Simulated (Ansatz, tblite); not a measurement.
## CH4AlClS: which of these isomers lies lowest?

2 of its isomers, all singlets with charge 0: A = `C[S][AlH][Cl]`; B = `[CH3][Al]([SH])[Cl]`.

Shapes, held fixed at every level: PBE0-D4/def2-TZVP. Flexible molecules stand in one conformer, not always the lowest. Programs: Ansatz 0.2.0, tblite 0.8.0.

Electronic energies in kJ/mol, without zero-point or thermal terms.

Task: Which isomer should be the most stable, and roughly by how much?

Result: B < A in rising energy, over a span of 70 kJ/mol, by CCSD(T)/CBS estimate. All levels agree on that. The B − A difference spans -73.0 to -19.5 kJ/mol over the levels. The CBS estimate extrapolates MP2 from def2-TZVPP and def2-QZVPP and adds CCSD(T) − MP2 in the triple-zeta set, cores frozen. GFN1-xTB strays far from the other rows.

| level | kind | B − A |
| --- | --- | --- |
| GFN1-xTB | semi-empirical | -19.5 |
| HF/def2-SVP | Hartree–Fock | -71.0 |
| HF/def2-TZVPP | Hartree–Fock | -66.3 |
| PBE0-D4/def2-TZVPP | global hybrid | -69.6 |
| wB97M-V/def2-TZVPP | range-separated hybrid | -71.9 |
| MP2/def2-TZVPP | perturbation theory | -73.0 |
| CCSD(T)/def2-TZVPP | coupled cluster or CI | -71.6 |
| CCSD(T)/CBS estimate | coupled cluster or CI | -70.4 |

The methylaluminium thiol, B, lies below the methylthio aluminium hydride, A, by about 70 kJ/mol. Both isomers keep the Al–S and Al–Cl bonds, and in both the lone pairs on sulfur and chlorine can donate into the formally empty p orbital of three-coordinate aluminium. What differs is the placement of a methyl group and a hydrogen: going from A to B exchanges a C–S and an Al–H bond for an Al–C and an S–H bond. Since S–H is markedly stronger than C–S, while Al–H and Al–C are closer in strength, the preference probably originates mainly at sulfur.

Because the exchange conserves the number of electron pairs and bonds, much of the correlation energy cancels, and Hartree–Fock already recovers most of the gap. The much smaller GFN1-xTB value suggests an imbalance in its parametrised bond energies, though the sign survives. The ordering applies to isolated monomers; association through sulfur or chlorine bridges, typical of such Lewis-acidic aluminium centres, could alter the gap.
